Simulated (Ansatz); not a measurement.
# A series in volume scale on Re

Results calculated with Ansatz 0.2.0, not measured. Free energy against uniform scaling of the volume at fixed shape and fractions; periodic cell, basis, potentials, k mesh and filling as listed.

The cell before it is scaled or strained (space group P6_3/mmc, No. 194):
```
CELL_PARAMETERS angstrom
2.76640 0.00000 0.00000
-1.38320 2.39580 0.00000
0.00000 0.00000 8.93880
ATOMIC_POSITIONS crystal
Re 0.00000 0.00000 0.00000
Re 0.33333 0.66667 0.25000
Re 0.00000 0.00000 0.50000
Re 0.66667 0.33333 0.75000
```

Settings of every row: functional PBE; dispersion none; potentials PAW; wave cutoff 639.47 eV; density cutoff 2557.9 eV; k mesh 10x10x3; k shift 0x0x0; occupations fermi dirac; smearing width 0.01 eV; spin none; SCF threshold exponent -6.

Limits: coarse k mesh, up to 40 meV an atom off; stress loosely converged; no spin-orbit coupling, which can matter with elements this heavy.

```
row  volume scale  V (Å³/atom)  pressure (GPa)  energy above lowest point (meV/atom)
  1          0.94       13.922           29.91                                  87.7
  2          0.96       14.219           20.04                                  41.7
  3          0.98       14.515           11.12                                    13
  4             1       14.811               ?                                     ?
  5          1.02       15.107            -4.1                                   1.1
  6          1.04       15.403          -10.55                                  14.7
  7          1.06         15.7          -16.29                                  39.6
```

Question: what pressure should row 4 give?

Worked fit of pressure. Take u = (V_r/V)^(2/3) − 1 with V_r = 14.811 Å³ an atom, which is twice the finite (Eulerian) strain; such expansions in the strain, on which the Birch-Murnaghan equation of state is built, carry the rest volume and the bulk modulus. The shown rows have u = 0.04213, 0.02757, 0.01355, -0.01311, -0.02579, -0.03811. Least squares give pressure = 3.105 + 569.75 × u + 1586.1 × u² GPa; a straight line predicts inner rows, each left out in turn, worse (root mean square 0.95 against 0.021 GPa). The rows lie off it by -0.01, 0.02, 0.00, -0.01, -0.02, 0.01. The pressure vanishes at u = -0.0055, or V = 14.93 Å³ an atom, and there the bulk modulus at fixed shape and fractions is B = −V dP/dV = (2/3)(1 + u) dP/du = 366 GPa. Letting shape and atoms relax would as a rule lower it, by much in layered, chain or molecular crystals. The withheld row has u = 0, so the fit gives 3.105 + 569.75 × (0) + 1586.1 × (0)² = 3.10 GPa.

The calculation gave 3.1 GPa. The fit meets it to the printed digit.

The other values of row 4: energy above lowest point 0 meV/atom.
